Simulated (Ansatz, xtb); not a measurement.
## GeH4Si: which of two isomers lies lower

We compare X, `[SiH2]=[GeH2]`, a singlet, with Y, `[SiH3][GeH]`, a singlet. Both are isolated molecules in the gas phase, relaxed with r2SCAN-D4/def2-TZVP, each in the lowest conformer that the search found.

X (Å):

```yaml
atoms:
  - { symbol: Ge, position_ang: [0.7138, 0.0431, -1.4703] }
  - { symbol: Si, position_ang: [-0.2438, -0.5732, 0.4181] }
  - { symbol: H, position_ang: [1.3698, -1.0278, -2.3477] }
  - { symbol: H, position_ang: [-0.8879, 0.4818, 1.2393] }
  - { symbol: H, position_ang: [1.5284, 1.3403, -1.4944] }
  - { symbol: H, position_ang: [-1.0421, -1.8242, 0.4082] }
```

Y (Å):

```xyz
6

Ge   -0.4652   -0.0676    3.3362
Si   -0.7657    0.7092    1.0410
H    -0.8893   -0.3613    0.0127
H     0.5084    1.4476    0.7704
H    -1.8824    1.6734    0.8470
H     0.5448   -1.1543    2.7593
```

Energies in hartree; the thermal terms are from r2SCAN-D4/def2-TZVP harmonic frequencies (ideal gas, rigid rotor, one conformer each, 298.15 K, 1 atm) and include the zero-point energy:

```
                                 X            Y
E, CCSD(T)/def2-TZVPP  −2366.999581  −2367.001012
    zero-point energy      0.030070      0.029577
         H(298 K) − E      0.035654      0.035484
         G(298 K) − E      0.003148      0.001661
```

**Question.** Work out ΔE, ΔE₀, ΔH and ΔG for X → Y in kJ/mol (1 Eh = 2625.50 kJ/mol) and the equilibrium ratio [Y]/[X].

**Answer.** 1. ΔE = −2367.001012 − (−2366.999581) = −0.001431 Eh = −3.76 kJ/mol.
2. ΔE₀ = ΔE + ΔZPE = −0.001431 + (−0.000493) Eh = −5.05 kJ/mol.
3. ΔH = ΔE + (−0.000170) Eh = −4.20 kJ/mol.
4. ΔG = ΔE + (−0.001487) Eh = −7.66 kJ/mol, so ΔS = (ΔH − ΔG)/T = +11.6 J/(mol K).
5. kT = 0.9442 mEh, so K = [Y]/[X] = exp(−ΔG/kT) = exp(+3.09) ≈ 22.

Structure Y is favoured at this temperature. An error of 4 kJ/mol in ΔG would change K by a factor of 5. Mirror images and further conformers aren't counted.

As drawn, Y has 1 Ge–Si, 1 Si–H in place of 1 Ge=Si, 1 Ge–H.

Other levels gave ΔE = −33.2 (GFN2-xTB); −156.7 (HF/STO-3G, GFN2-xTB geometries); −56.2 (r2SCAN-D4/def2-SVP, GFN2-xTB geometries); −1.5 (r2SCAN-D4/def2-TZVP); −52.3 (HF/def2-TZVPP); −2.6 (MP2/def2-TZVPP) kJ/mol. The correlated steps freeze 14 core orbitals; the filled d shell of Ge is correlated, in a basis made for valence electrons. Programs: Ansatz 0.2.0, xtb 6.7.1.

The silylgermylene Y lies only slightly below the doubly bonded X: the electronic preference is −3.76 kJ/mol, and thermal terms widen it to −7.66 kJ/mol in free energy. The near-balance reflects what is exchanged. Y gives up a weak Si–Ge π bond, whose weakness shows in the trans-bent, pyramidalised centres of X, but gains a Si–H bond in place of a weaker Ge–H bond. It also places the divalent centre on germanium, where the lone pair keeps mostly 4s character, consistent with the nearly right-angled Si–Ge–H unit. The entropy gain probably comes from softer motions about the Si–Ge single bond.

Hartree–Fock exaggerates the preference for Y, at −52.3 kJ/mol, whereas MP2 gives −2.6 kJ/mol; this suggests that electron correlation stabilises the π-bonded isomer more than the germylene. The results therefore support near-degeneracy with a modest thermal bias towards Y, rather than a strong intrinsic preference. Whether the two isomers would actually equilibrate depends on the hydrogen-shift barrier, which these energies don't address.
